**Addition energies of a spherical Woods-Saxon dot, 1 to 40 electrons**

The table holds chemical potentials, highest eigenvalues, spins, rms radii and addition energies from spin-polarised spherical Kohn-Sham calculations with the PBE functional. The program splits each addition energy, by Janak's theorem, into a charging part and a remainder that is a shell gap or a spin splitting, and compares the remainders with level lists of the runs at 10, 30 and 39 electrons. All rows follow the spherical-box order with maximum spin, and levels rise with filling in order of their compactness at 10 electrons, which narrows the 2s-1f and 2p-1g gaps. A parameter-free uniform ball matches the Hartree energy within 1% but overestimates the in-shell addition energies by 14 to 24% in 1p, 1d and 1f and by 3 to 4% in 2p. Nothing is fitted.

Spherical dot computed with the radks radial solver and Libxc 2, using non-relativistic, spin-polarised Kohn-Sham theory with the PBE functional and m-averaged shells. The well is -depth/(1+exp((r-radius)/edge)) with depth 57.7 hartree*, radius 1.56 bohr* and edge 0.19 bohr*, without a central charge; starred units are effective atomic units.

## Program and output

```python
# Table: spin-polarised spherical Kohn-Sham (PBE, radks) Woods-Saxon dot, N=1..40: chemical potential, spin, rms radius,
# highest eigenvalue, addition energy. Tested: A = charging + level gap or spin splitting; uniform-ball charging estimate.
T = {
    'electrons': [1, 2, 3, 4, 5, 6, 7, 8, 9, 10, 11, 12, 13, 14, 15, 16, 17, 18, 19, 20, 21, 22, 23, 24, 25, 26, 27, 28, 29, 30, 31, 32, 33, 34, 35, 36, 37, 38, 39, 40],
    'chemical_potential': [-54.2, -52.87, -48.98, -48.04, -47.06, -45.77, -44.85, -43.91, -39.8, -38.93, -38.05, -37.16, -36.28, -35.13, -34.28, -33.42, -32.56, -31.7, -28.93, -27.79, -25.68, -24.87, -24.06, -23.25, -22.44, -21.63, -20.82, -19.79, -18.99, -18.2, -17.41, -16.61, -15.82, -15.03, -11.38, -10.52, -9.654, -8.619, -7.773, -6.923],  # hartree*
    'unpaired_electrons': [1, 0, 1, 2, 3, 2, 1, 0, 1, 2, 3, 4, 5, 4, 3, 2, 1, 0, 1, 0, 1, 2, 3, 4, 5, 6, 7, 6, 5, 4, 3, 2, 1, 0, 1, 2, 3, 2, 1, 0],
    'rms_radius': [0.6913, 0.7079, 0.7627, 0.7919, 0.8114, 0.8271, 0.8396, 0.8503, 0.8684, 0.8833, 0.8961, 0.9071, 0.917, 0.926, 0.9342, 0.9418, 0.9488, 0.9553, 0.9574, 0.9594, 0.9679, 0.9757, 0.983, 0.9899, 0.9964, 1.002, 1.008, 1.014, 1.019, 1.024, 1.029, 1.034, 1.039, 1.043, 1.045, 1.048, 1.05, 1.053, 1.055, 1.057],  # bohr*
    'highest_eigenvalue': [-53.7, -52.38, -48.52, -47.55, -46.57, -45.32, -44.38, -43.43, -39.37, -38.49, -37.61, -36.72, -35.84, -34.71, -33.85, -32.99, -32.13, -31.27, -28.45, -27.31, -25.28, -24.47, -23.66, -22.84, -22.03, -21.22, -20.41, -19.39, -18.6, -17.8, -17.01, -16.21, -15.42, -14.63, -10.95, -10.09, -9.221, -8.197, -7.349, -6.497],  # hartree*
    'highest_level': ['1s up', '1s up', '1p up', '1p up', '1p up', '1p down', '1p down', '1p up', '1d up', '1d up', '1d up', '1d up', '1d up', '1d down', '1d down', '1d down', '1d down', '1d up', '2s up', '2s up', '1f up', '1f up', '1f up', '1f up', '1f up', '1f up', '1f up', '1f down', '1f down', '1f down', '1f down', '1f down', '1f down', '1f up', '2p up', '2p up', '2p up', '2p down', '2p down', '2p up'],
    'addition_energy': [None, 3.89, 0.9455, 0.9769, 1.29, 0.9158, 0.9447, 4.107, 0.875, 0.8809, 0.8835, 0.8841, 1.149, 0.8517, 0.8577, 0.8606, 0.8617, 2.764, 1.148, 2.101, 0.8113, 0.8118, 0.8117, 0.8112, 0.8105, 0.8095, 1.032, 0.7934, 0.7939, 0.7941, 0.7938, 0.7933, 0.7925, 3.649, 0.8589, 0.8639, 1.035, 0.8456, 0.8505, None],  # hartree*
}
import numpy as np
from scipy.special import spherical_jn
from scipy.optimize import brentq
N = [int(n) for n in T['electrons']]
col = lambda k: dict(zip(N, T[k]))
mu, ep, r, A, S, H = map(col, ['chemical_potential', 'highest_eigenvalue', 'rms_radius', 'addition_energy', 'unpaired_electrons', 'highest_level'])
A[1] = mu[2] - mu[1]  # not tabulated, taken from the chemical potentials
d = {n: ep[n] - mu[n] for n in N}
G = {n: A[n] - d[n] - d[n + 1] for n in N[:-1]}
# further outputs of the same runs: level (up, down, mean radius up); Hartree and exchange-correlation energies
L = {10: {'1s': (-44.021, -43.9288, .731), '1p': (-41.6039, -41.4802, .857), '1d': (-38.4877, -38.3483, .945), '2s': (-36.754, -36.6831, .764), '1f': (-34.8105, -34.6655, 1.016), '2p': (-32.5167, -32.4413, .869)},
     30: {'1s': (-25.5692, -25.4883, .832), '1p': (-23.7162, -23.6154, .936), '1d': (-21.1157, -21.0031, 1.013), '2s': (-18.8618, -18.8063, .778), '1f': (-17.9211, -17.8022, 1.076), '2p': (-15.0987, -15.0349, .898), '1g': (-14.2253, -14.1042, 1.131)},
     39: {'1s': (-17.6165, -17.5899, .887), '1p': (-16.0082, -15.9901, .974), '1d': (-13.6137, -13.6004, 1.044), '2s': (-10.8484, -10.7969, .789), '1f': (-10.6049, -10.5929, 1.102), '2p': (-7.40046, -7.34877, .917), '1g': (-7.08317, -7.07042, 1.154)}}
EH, EX = {10: 53.0071, 30: 409.745, 39: 672.263}, {10: -9.16653, 30: -34.0637, 39: -46.0175}
av = lambda n, s: (L[n][s][0] + L[n][s][1]) / 2
x, z = np.linspace(0.5, 12, 600), []
for l in range(6):
    y = spherical_jn(l, x)
    z += [(brentq(lambda t: spherical_jn(l, t), x[i], x[i + 1]), f"{k + 1}{'spdfgh'[l]}", l) for k, i in enumerate(np.where(y[1:] * y[:-1] < 0)[0])]
z = sorted(z)[:7]
sh = [s for _, s, _ in z]
seq = [(s, sp) for _, s, l in z for sp in (1, -1) for _ in range(2 * l + 1)]
print("Energies in hartree*, radii in bohr*. A = addition energy, d = eigenvalue - chemical potential")
print("Rounding: d up to 0.01, G = A - d(N) - d(N+1) up to 0.02, rms radius 0.0001 to 0.0005")
print("Spherical-box order:", *sh, "| closures:", *np.cumsum([4 * l + 2 for *_, l in z]), "| oscillator: 2 8 20 40")
ok = [H[n][:2] == seq[n - 1][0] and S[n] == sum(p for _, p in seq[:n]) for n in N]
print(f"Rows matching box order and maximum spin: {sum(ok)} of {len(N)}")
ins = [n for n in N[:-1] if seq[n - 1] == seq[n]]
clo = [n for n in N[:-1] if seq[n - 1][0] != seq[n][0]]
hal = [n for n in N[:-1] if n not in ins + clo]
w = max(ins, key=lambda n: abs(G[n]))
print(f"d: {min(d.values()):.2f} to {max(d.values()):.2f}; N=1: {d[1]:.2f}. In-shell rows: {len(ins)}, A {min(A[n] for n in ins):.4f} to {max(A[n] for n in ins):.4f}, largest |G| {abs(G[w]):.3f} (N={w})")
U = {n: 1.2 / (np.sqrt(5 / 3) * r[n]) for n in N}
print("In-shell A (first, last, mean) and uniform-ball charging U = 6/(5R), R = sqrt(5/3) rms")
for s in ['1p', '1d', '1f', '2p']:
    for sp, nm in ((1, 'up'), (-1, 'down')):
        m = [n for n in ins if seq[n] == (s, sp)]
        a, u = np.mean([A[n] for n in m]), np.mean([U[n] for n in m])
        print(f"  {s} {nm:4s} N={m[0]}-{m[-1]}: {A[m[0]]:.4f} {A[m[-1]]:.4f} {a:.3f}; U {u:.3f}; U too high by {100 * (u / a - 1):.0f}%")
e = clo + [40]
print("rms growth per electron:", "; ".join(f"{sh[i + 1]} {(r[e[i + 1]] - r[e[i]]) / (e[i + 1] - e[i]):.4f}" for i in range(5)))
print("Closures: A, inferred gap G, spin-averaged level gap at N=10, 30, 39")
for i, n in enumerate(e):
    g = " ".join(f"{av(k, sh[i + 1]) - av(k, sh[i]):.2f}" if sh[i + 1] in L[k] else "(not listed)" for k in L)
    print(f"  N={n} {sh[i]}-{sh[i + 1]}: " + (f"A {A[n]:.3f}, G {G[n]:.2f}" if n in G else "A not available") + f"; levels {g}")
print("Half-filled shells: A, inferred splitting G, G per unpaired electron")
for n in hal:
    print(f"  N={n} {seq[n][0]}: A {A[n]:.3f}, G {G[n]:.2f}, per electron {G[n] / S[n]:.3f}")
print("Listed open-shell spin splitting:", "; ".join(f"N={n} {s} {L[n][s][1] - L[n][s][0]:.3f} ({(L[n][s][1] - L[n][s][0]) / S[n]:.3f} per unpaired)" for n, s in ((10, '1d'), (30, '1f'), (39, '2p'))))
o = sorted(L[10], key=lambda s: L[10][s][2])
up = [av(39, s) - av(10, s) for s in o]
print("Level rise N=10 to 39 (mean radius at N=10):", "; ".join(f"{s} {u:.2f} ({L[10][s][2]:.2f})" for s, u in zip(o, up)))
print("Mean radius at N=30:", "; ".join(f"{s} {L[30][s][2]:.2f}" for s in sh))
for n in EH:
    print(f"N={n}: Hartree {EH[n]:.1f}, ball {U[n] * n * n / 2:.1f} ({100 * (U[n] * n * n / 2 / EH[n] - 1):+.1f}%), R {1.2 / U[n]:.2f}, Hartree/(N^2/2) {2 * EH[n] / n ** 2:.3f}, A {A[n]:.3f}, |xc|/Hartree {-100 * EX[n] / EH[n]:.0f}%")
tot, gc, gh = mu[40] - mu[1], sum(G[n] for n in clo), sum(G[n] for n in hal)
print(f"Rise of chemical potential N=1 to 40: {tot:.2f}; gaps {gc:.1f} ({100 * gc / tot:.0f}%), spin steps {gh:.1f} ({100 * gh / tot:.0f}%), charging {tot - gc - gh:.1f} ({100 * (1 - (gc + gh) / tot):.0f}%)")
print(f"N=39 margins: 2p up to 1g up {L[39]['1g'][0] - L[39]['2p'][0]:.2f}; 2p down to 1g up {L[39]['1g'][0] - L[39]['2p'][1]:.2f}; 2s up to 1f up {L[39]['1f'][0] - L[39]['2s'][0]:.2f}")
assert all(ok)
assert min(A[n] for n in clo) > max(A[n] for n in hal) and min(A[n] for n in hal) > max(A[n] for n in ins)
assert abs(G[w]) < 0.025
assert all(a > b for a, b in zip(up, up[1:]))
```

Output:

```
Energies in hartree*, radii in bohr*. A = addition energy, d = eigenvalue - chemical potential
Rounding: d up to 0.01, G = A - d(N) - d(N+1) up to 0.02, rms radius 0.0001 to 0.0005
Spherical-box order: 1s 1p 1d 2s 1f 2p 1g | closures: 2 8 18 20 34 40 58 | oscillator: 2 8 20 40
Rows matching box order and maximum spin: 40 of 40
d: 0.39 to 0.50; N=1: 0.50. In-shell rows: 28, A 0.7925 to 0.9769, largest |G| 0.012 (N=22)
In-shell A (first, last, mean) and uniform-ball charging U = 6/(5R), R = sqrt(5/3) rms
  1p up   N=3-4: 0.9455 0.9769 0.961; U 1.196; U too high by 24%
  1p down N=6-7: 0.9158 0.9447 0.930; U 1.115; U too high by 20%
  1d up   N=9-12: 0.8750 0.8841 0.881; U 1.046; U too high by 19%
  1d down N=14-17: 0.8517 0.8617 0.858; U 0.991; U too high by 16%
  1f up   N=21-26: 0.8113 0.8095 0.811; U 0.943; U too high by 16%
  1f down N=28-33: 0.7934 0.7925 0.793; U 0.906; U too high by 14%
  2p up   N=35-36: 0.8589 0.8639 0.861; U 0.888; U too high by 3%
  2p down N=38-39: 0.8456 0.8505 0.848; U 0.882; U too high by 4%
rms growth per electron: 1p 0.0237; 1d 0.0105; 2s 0.0020; 1f 0.0060; 2p 0.0023
Closures: A, inferred gap G, spin-averaged level gap at N=10, 30, 39
  N=2 1s-1p: A 3.890, G 2.94; levels 2.43 1.86 1.60
  N=8 1p-1d: A 4.107, G 3.20; levels 3.12 2.61 2.39
  N=18 1d-2s: A 2.764, G 1.85; levels 1.70 2.23 2.78
  N=20 2s-1f: A 2.101, G 1.22; levels 1.98 0.97 0.22
  N=34 1f-2p: A 3.649, G 2.82; levels 2.26 2.79 3.22
  N=40 2p-1g: A not available; levels (not listed) 0.90 0.30
Half-filled shells: A, inferred splitting G, G per unpaired electron
  N=1 1s: A 1.330, G 0.34, per electron 0.340
  N=5 1p: A 1.290, G 0.35, per electron 0.117
  N=13 1d: A 1.149, G 0.29, per electron 0.058
  N=19 2s: A 1.148, G 0.19, per electron 0.188
  N=27 1f: A 1.032, G 0.22, per electron 0.032
  N=37 2p: A 1.035, G 0.18, per electron 0.060
Listed open-shell spin splitting: N=10 1d 0.139 (0.070 per unpaired); N=30 1f 0.119 (0.030 per unpaired); N=39 2p 0.052 (0.052 per unpaired)
Level rise N=10 to 39 (mean radius at N=10): 1s 26.37 (0.73); 2s 25.90 (0.76); 1p 25.54 (0.86); 2p 25.10 (0.87); 1d 24.81 (0.94); 1f 24.14 (1.02)
Mean radius at N=30: 1s 0.83; 1p 0.94; 1d 1.01; 2s 0.78; 1f 1.08; 2p 0.90; 1g 1.13
N=10: Hartree 53.0, ball 52.6 (-0.7%), R 1.14, Hartree/(N^2/2) 1.060, A 0.881, |xc|/Hartree 17%
N=30: Hartree 409.7, ball 408.5 (-0.3%), R 1.32, Hartree/(N^2/2) 0.911, A 0.794, |xc|/Hartree 8%
N=39: Hartree 672.3, ball 670.0 (-0.3%), R 1.36, Hartree/(N^2/2) 0.884, A 0.851, |xc|/Hartree 7%
Rise of chemical potential N=1 to 40: 47.28; gaps 12.0 (25%), spin steps 1.6 (3%), charging 33.7 (71%)
N=39 margins: 2p up to 1g up 0.32; 2p down to 1g up 0.27; 2s up to 1f up 0.24
```
